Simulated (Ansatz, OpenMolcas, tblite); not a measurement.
## A ladder of methods for CHFGaN (SMILES N#[C][GaH][F])

CHFGaN has 5 atoms, charge 0, and is taken as a singlet. As SMILES, `N#[C][GaH][F]`. The shape is that of a PBE0-D4/def2-TZVP optimisation.

Quantity: the HOMO–LUMO gap, in eV. The values are calculated.

| level | kind | program | value (eV) | CPU time |
| --- | --- | --- | --- | --- |
| GFN2-xTB | semi-empirical | tblite | 4.33 | under 2 s |
| HF/cc-pVDZ | Hartree–Fock | OpenMolcas | 13.63 | 10 s |
| SVWN5/cc-pVDZ | LDA | Ansatz | 4.90 | 2.9 s |
| PBE/cc-pVDZ | GGA | Ansatz | 5.04 | 4.3 s |
| TPSS/cc-pVDZ | meta-GGA | OpenMolcas | 5.36 | 54 s |
| M06-2X/cc-pVDZ | hybrid meta-GGA | OpenMolcas | 9.50 | 43 s |
| HSE06/cc-pVDZ | range-separated hybrid | Ansatz | 6.76 | 5.3 s |
| PBE-QIDH/cc-pVDZ | double hybrid | Ansatz | 11.34 | 7.3 s |

All-electron rows without a relativistic Hamiltonian named are non-relativistic. The values span 4.33 to 13.63 eV. Orbital gaps aren't excitation energies, and those of double hybrids come from the SCF part alone; they tend to grow with the share of exact exchange. CPU times are rough (shared hosts, several kinds of processor and program).

The three semilocal functionals lie close together, from 4.90 to 5.36 eV, whereas the gap widens from 6.76 eV with HSE06 through 9.50 and 11.34 eV to 13.63 eV in Hartree–Fock. This spread probably arises mostly because nonlocal exchange acts differently on filled and empty orbitals, pushing the latter towards electron-attachment levels. Chemically, three-coordinate gallium(III) has a formally empty valence p orbital, which can mix with the cyanide π* system. The LUMO therefore probably has gallium–cyanide character, while cyanide π, fluorine lone-pair and Ga–H bonding orbitals are the natural candidates for the HOMO.

The results support a clear separation between filled and empty levels at every rung, but not a single value for the gap, and neither the semilocal agreement nor the rise towards Hartree–Fock is convergence to one. Since cc-pVDZ lacks diffuse functions, it also remains open whether the larger gaps would survive in a basis able to describe a weakly bound or unbound LUMO.
